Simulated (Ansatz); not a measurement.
## Crystals of one type (Fm-3m): Bulk modulus and equilibrium volume per atom

Energy against volume at fixed shape and fractional coordinates by the named method, from the given cell, third-order Birch-Murnaghan fit where the minimum lies in the range, no spin or spin-orbit, a sheet repeats along a, b. The results are calculated, by Ansatz 0.2.0.

Settings of every row: method r2SCAN; periodic directions 3; potentials PAW; wave cutoff 500 eV.

Limits: cells and atoms come from relaxations with r2SCAN.

Limits of some rows: the entry's cell lengths or inner coordinates differ somewhat from later room-temperature determinations (SrO, SnTe).

Each row is one crystal in space group Fm-3m (No. 225) with 2 atoms in the cell and the same ratio of atoms; x is the equilibrium volume per atom, y the bulk modulus.

| row | formula | k mesh | smearing width (eV) | equilibrium volume per atom (Å³) | bulk modulus (GPa) |
| --- | --- | --- | --- | --- | --- |
| 1 | MgO | 8x8x8 | 0 | 9.290 | 166.7 |
| 2 | CaO | 8x8x8 | 0 | 13.779 | 116.9 |
| 3 | SrO | 8x8x8 | 0 | 17.172 | ? |
| 4 | PbS | 6x6x6 | 0 | 26.649 | 57.9 |
| 5 | PbSe | 6x6x6 | 0 | 29.458 | 51.5 |
| 6 | SnTe | 6x6x6 | 0.02 | 32.441 | 43.7 |
| 7 | TePb | 6x6x6 | 0 | 34.893 | 42.3 |

Question: what bulk modulus should SrO (row 3) have?

Worked estimate. Within a structure type the bulk modulus often falls roughly as a power of the volume, so take logarithms of both. The shown rows have ln x = 2.229, 2.623, 3.283, 3.383, 3.479, 3.552 and ln y = 5.116, 4.761, 4.059, 3.942, 3.777, 3.745. The means are 3.092 and 4.233; the sums about them are S_xx = 1.447 and S_xy = -1.529, so the exponent is -1.06, and the standard deviation about the line is 3.7 %. Row 3 has ln x = 2.843, so ln y = 4.233 − 1.06 × (2.843 − 3.092) = 4.497 and y = 89.7 GPa.

The calculation gave 93.6 GPa. The line lies 3.9 GPa too low, within two standard deviations. The line sums up these rows, a set chosen because a line describes it; it is no law, within this structure type or beyond it.
